**Screened hydrogenic rule for the 4d spin-orbit splitting of 3+ and 4+ ions**

The table holds 4d3/2 and 4d5/2 eigenvalues and mean radii of twelve ions from Nb to Cd, computed as spherical, spin-unpolarised all-electron Dirac Kohn-Sham atoms (LDA-VWN5, Quantum ESPRESSO ld1.x). The program tests Δ = Ry α²(Z − σ)⁴/[n³l(l + 1)] with one σ, one σ per charge and a σ drifting with d count, beside a power law in Z and the form C·Z/⟨r⟩³. One σ per charge (22.4 and 21.9) reproduces the computed splittings with an rms error of 3.5 % and a worst case of 6.4 %, and the drifting σ reaches 1.0 % rms. The output also shows that bare Z and the charge deduced from the mean radius fail by large factors, and that the 3d and 4p splittings of the same runs need screening constants of their own.

Spherical 3+ and 4+ ions of 4d elements from Nb to Cd, computed with Quantum ESPRESSO ld1.x 7.5: all-electron Dirac Kohn-Sham, LDA (Slater exchange, VWN5 correlation), no spin polarisation, point nucleus. The 4d electrons are shared between 4d3/2 and 4d5/2 in proportion to 2j + 1. Eigenvalues are negative for bound levels.

## Analysis program

```python
# Table: 4d3/2, 4d5/2 eigenvalues and mean radii of 3+ and 4+ ions Nb-Cd; Quantum ESPRESSO ld1.x,
# Dirac Kohn-Sham, LDA-VWN5, spherical, no spin polarisation. Tested: splitting =
# Ry*alpha^2*(Z-sigma)^4/(n^3 l(l+1)), against a power law in Z and against C*Z/<r>^3.
T = {
    'ion': ['Nb3+', 'Mo3+', 'Ru3+', 'Rh3+', 'Pd3+', 'Cd3+', 'Mo4+', 'Tc4+', 'Ru4+', 'Pd4+', 'Ag4+', 'Cd4+'],
    'Z': [41, 42, 44, 45, 46, 48, 42, 43, 44, 46, 47, 48],
    'charge': [3, 3, 3, 3, 3, 3, 4, 4, 4, 4, 4, 4],  # e
    'N': [38, 39, 41, 42, 43, 45, 38, 39, 40, 42, 43, 44],
    'configuration': ['[Kr] (4d3/2)0.8 (4d5/2)1.2', '[Kr] (4d3/2)1.2 (4d5/2)1.8', '[Kr] (4d3/2)2 (4d5/2)3', '[Kr] (4d3/2)2.4 (4d5/2)3.6', '[Kr] (4d3/2)2.8 (4d5/2)4.2', '[Kr] (4d3/2)3.6 (4d5/2)5.4', '[Kr] (4d3/2)0.8 (4d5/2)1.2', '[Kr] (4d3/2)1.2 (4d5/2)1.8', '[Kr] (4d3/2)1.6 (4d5/2)2.4', '[Kr] (4d3/2)2.4 (4d5/2)3.6', '[Kr] (4d3/2)2.8 (4d5/2)4.2', '[Kr] (4d3/2)3.2 (4d5/2)4.8'],
    'eigenvalue_4d32': [-30.934, -33.286, -37.819, -40.028, -42.212, -46.526, -46.687, -49.545, -52.349, -57.84, -60.543, -63.225],  # eV
    'eigenvalue_4d52': [-30.698, -32.996, -37.4, -39.532, -41.63, -45.745, -46.358, -49.154, -51.886, -57.208, -59.812, -62.387],  # eV
    'mean_radius_4d32': [1.706, 1.6026, 1.4329, 1.3624, 1.2992, 1.1906, 1.5121, 1.4341, 1.3643, 1.2448, 1.1932, 1.1461],  # bohr
    'mean_radius_4d52': [1.7178, 1.6147, 1.4456, 1.3753, 1.3125, 1.2045, 1.5221, 1.4444, 1.3749, 1.256, 1.2048, 1.1579],  # bohr
    'gap': [0.24, 0.29, 0.42, 0.5, 0.58, 0.78, 0.33, 0.39, 0.46, 0.63, 0.73, 0.84],  # eV
}
import numpy as np
from scipy.constants import alpha, physical_constants as pc
Ry = pc['Rydberg constant times hc in eV'][0]
ion = T['ion']; Z = np.array(T['Z'], float); q = np.array(T['charge'], float)
nd = np.array(T['N'], float) - 36
D = np.array(T['eigenvalue_4d52']) - np.array(T['eigenvalue_4d32'])
r = 0.4*np.array(T['mean_radius_4d32']) + 0.6*np.array(T['mean_radius_4d52'])
K = lambda n, l: Ry*alpha**2/(n**3*l*(l+1))
K4 = K(4, 2); Zs = (D/K4)**0.25; sig = Z - Zs; Zr = 21/r
err = lambda m: 100*(m/D - 1)
s1 = round(sig.mean(), 1); sq = {c: round(sig[q == c].mean(), 1) for c in (3, 4)}
srule = np.array([sq[int(c)] for c in q])
A = np.c_[np.ones(len(Z)), nd - 5, q - 3]; c3 = np.linalg.lstsq(A, sig, rcond=None)[0]
B = np.c_[np.ones(len(Z)), np.log(Z/44), q - 3]; cp = np.linalg.lstsq(B, np.log(D), rcond=None)[0]
C = np.exp(np.mean(np.log(D*r**3/Z)))
M = {'A one sigma': K4*(Z-s1)**4, 'B sigma per charge': K4*(Z-srule)**4,
     'C drifting sigma': K4*(Z-A@c3)**4, 'D power law': np.exp(B@cp), 'E C*Z/r^3': C*Z/r**3}
print(f'Ry*alpha^2 = {Ry*alpha**2:.4e} eV; 4d prefactor (/384) = {K4:.4e} eV')
print(f'rounding of splitting 0.001 eV = {0.1/D.max():.2f} to {0.1/D.min():.2f} %, up to {(Zs*0.001/D/4).max():.3f} in sigma')
print(f'A: sigma {s1}; B: sigma {sq[3]} (3+), {sq[4]} (4+)')
print(f'C: sigma = {c3[0]:.2f} {c3[1]:+.3f}(nd-5) {c3[2]:+.2f}(q-3)')
print(f'D: {np.exp(cp[0]):.3f} eV*(Z/44)^{cp[1]:.2f}*{np.exp(cp[2]):.3f}^(q-3); E: C = {C:.4f} eV bohr^3 (hydrogenic {K4*21**3:.4f})')
print('ion nd split/eV Z-sigma sigma 21/r sigma_r | B/eV | error % of A B C D E')
for i, s in enumerate(ion):
    e = ' '.join(f'{err(m)[i]:+5.1f}' for m in M.values())
    print(f'{s} {nd[i]:.0f} {D[i]:.3f} {Zs[i]:.2f} {sig[i]:.2f} {Zr[i]:.2f} {Z[i]-Zr[i]:.2f} | {M["B sigma per charge"][i]:.3f} | {e}')
for k, m in M.items():
    e = err(m); w = np.argmax(abs(e))
    print(f'{k}: rms {np.sqrt(np.mean(e**2)):.1f} %, worst {ion[w]} {e[w]:+.1f} %')
for s in ('Ru3+', 'Cd4+'):
    i = ion.index(s); z = Z[i] - srule[i]
    print(f'worked {s}: Z-sigma {z:.1f}, ^4 = {z**4:.0f}, estimate {K4*z**4:.3f} eV, table {D[i]:.3f} eV, zeta=2/5 split {0.4*K4*z**4:.3f} vs {0.4*D[i]:.3f} eV')
p = {}
for c in (3, 4):
    m = np.where(q == c)[0]; p[c] = np.polyfit(np.log(Z[m]), np.log(D[m]), 1)[0]; a, b = m[0], m[-1]
    print(f'{c}+: exponent in Z {p[c]:.2f}; 4Z/(Z-sigma) {4*Z[a]/Zs[a]:.1f} to {4*Z[b]/Zs[b]:.1f}; split x{D[b]/D[a]:.2f}, Z^4 x{(Z[b]/Z[a])**4:.2f}')
    print(f'   sigma from {ion[a]} alone predicts {ion[b]} with error {100*(K4*(Z[b]-sig[a])**4/D[b]-1):+.1f} %')
up = []
for el in ('Mo', 'Ru', 'Pd', 'Cd'):
    i, j = ion.index(el+'3+'), ion.index(el+'4+'); up.append(D[j] - D[i])
    print(f'{el} 3+ to 4+: split {D[j]-D[i]:+.3f} eV ({100*(D[j]/D[i]-1):+.1f} %), sigma {sig[j]-sig[i]:+.2f}, <r> {100*(r[j]/r[i]-1):+.1f} %')
print(f'bare Z too large by x{((Z/Zs)**4).min():.1f} to x{((Z/Zs)**4).max():.1f}; charge 21/<r> too small by x{((Zs/Zr)**4).min():.1f} to x{((Zs/Zr)**4).max():.1f}')
print(f'error of 0.1 in sigma changes split by {40/Zs.max():.1f} to {40/Zs.min():.1f} %; ((Z-sigma)*alpha)^2 {(Zs.min()*alpha)**2:.3f} to {(Zs.max()*alpha)**2:.3f}')
# further outputs of the same runs: binding energies (eV) of 3d3/2, 3d5/2, 4p1/2, 4p3/2
X = {'Nb3+': (229.6467, 226.7547, 66.2602, 64.028), 'Mo3+': (255.9924, 252.667, 71.9208, 69.2928),
     'Mo4+': (272.0432, 268.7139, 86.6058, 83.8928), 'Cd3+': (433.9457, 426.9618, 106.4469, 100.4625),
     'Cd4+': (453.0084, 446.0197, 124.2255, 118.1275)}
for s, v in X.items():
    z = Z[ion.index(s)]; d3, p4 = v[0]-v[1], v[2]-v[3]
    print(f'{s}: 3d split {d3:.3f} eV sigma {z-(d3/K(3,2))**0.25:.2f}; 4p split {p4:.3f} eV sigma {z-(p4/K(4,1))**0.25:.2f}')
assert all(D > 0) and all(np.all(np.diff(D[q == c]) > 0) for c in (3, 4))
assert all(u > 0 for u in up)
assert all(4 < v < 10 for v in p.values())
assert np.all(Zr < Zs) and np.all(Zs < Z)
```

It prints:

```
Ry*alpha^2 = 7.2452e-04 eV; 4d prefactor (/384) = 1.8868e-06 eV
rounding of splitting 0.001 eV = 0.12 to 0.42 %, up to 0.020 in sigma
A: sigma 22.1; B: sigma 22.4 (3+), 21.9 (4+)
C: sigma = 22.33 +0.080(nd-5) -0.47(q-3)
D: 0.413 eV*(Z/44)^7.34*1.106^(q-3); E: C = 0.0277 eV bohr^3 (hydrogenic 0.0175)
ion nd split/eV Z-sigma sigma 21/r sigma_r | B/eV | error % of A B C D E
Nb3+ 2 0.236 18.81 22.19 12.26 28.74 | 0.226 |  +2.0  -4.3  +2.3  +4.1  -4.1
Mo3+ 3 0.290 19.80 22.20 13.04 28.96 | 0.278 |  +2.0  -4.0  +0.7  +1.1  -3.7
Ru3+ 5 0.419 21.71 22.29 14.58 29.42 | 0.411 |  +3.6  -2.0  -0.6  -1.5  -2.5
Rh3+ 6 0.496 22.64 22.36 15.33 29.67 | 0.492 |  +4.6  -0.8  -0.9  -1.9  -2.1
Pd3+ 7 0.582 23.57 22.43 16.07 29.93 | 0.585 |  +5.8  +0.6  -0.9  -1.8  -1.8
Cd3+ 9 0.781 25.36 22.64 17.52 30.48 | 0.810 |  +8.7  +3.8  -0.2  +0.1  -1.0
Mo4+ 2 0.329 20.43 21.57 13.83 28.17 | 0.308 | -10.1  -6.4  -1.0  -1.4  +1.3
Tc4+ 3 0.391 21.34 21.66 14.58 28.42 | 0.374 |  -7.9  -4.4  -0.6  -1.4  +2.1
Ru4+ 4 0.463 22.26 21.74 15.32 28.68 | 0.450 |  -6.3  -2.8  -0.6  -1.5  +2.4
Pd4+ 6 0.632 24.06 21.94 16.78 29.22 | 0.636 |  -2.6  +0.7  +0.1  +0.0  +3.0
Ag4+ 7 0.731 24.95 22.05 17.50 29.50 | 0.749 |  -0.8  +2.4  +0.5  +1.3  +3.2
Cd4+ 8 0.838 25.82 22.18 18.21 29.79 | 0.876 |  +1.3  +4.5  +1.3  +3.1  +3.6
A one sigma: rms 5.5 %, worst Mo4+ -10.1 %
B sigma per charge: rms 3.5 %, worst Mo4+ -6.4 %
C drifting sigma: rms 1.0 %, worst Nb3+ +2.3 %
D power law: rms 1.9 %, worst Nb3+ +4.1 %
E C*Z/r^3: rms 2.7 %, worst Nb3+ -4.1 %
worked Ru3+: Z-sigma 21.6, ^4 = 217678, estimate 0.411 eV, table 0.419 eV, zeta=2/5 split 0.164 vs 0.168 eV
worked Cd4+: Z-sigma 26.1, ^4 = 464047, estimate 0.876 eV, table 0.838 eV, zeta=2/5 split 0.350 vs 0.335 eV
3+: exponent in Z 7.61; 4Z/(Z-sigma) 8.7 to 7.6; split x3.31, Z^4 x1.88
   sigma from Nb3+ alone predicts Cd3+ with error +7.1 %
4+: exponent in Z 7.01; 4Z/(Z-sigma) 8.2 to 7.4; split x2.55, Z^4 x1.71
   sigma from Mo4+ alone predicts Cd4+ with error +9.9 %
Mo 3+ to 4+: split +0.039 eV (+13.4 %), sigma -0.63, <r> -5.7 %
Ru 3+ to 4+: split +0.044 eV (+10.5 %), sigma -0.55, <r> -4.8 %
Pd 3+ to 4+: split +0.050 eV (+8.6 %), sigma -0.49, <r> -4.3 %
Cd 3+ to 4+: split +0.057 eV (+7.3 %), sigma -0.45, <r> -3.8 %
bare Z too large by x12.0 to x22.6; charge 21/<r> too small by x4.0 to x5.5
error of 0.1 in sigma changes split by 1.5 to 2.1 %; ((Z-sigma)*alpha)^2 0.019 to 0.035
Nb3+: 3d split 2.892 eV sigma 12.64; 4p split 2.232 eV sigma 15.94
Mo3+: 3d split 3.325 eV sigma 12.64; 4p split 2.628 eV sigma 15.90
Mo4+: 3d split 3.329 eV sigma 12.63; 4p split 2.713 eV sigma 15.69
Cd3+: 3d split 6.984 eV sigma 12.65; 4p split 5.984 eV sigma 15.93
Cd4+: 3d split 6.989 eV sigma 12.64; 4p split 6.098 eV sigma 15.78
```
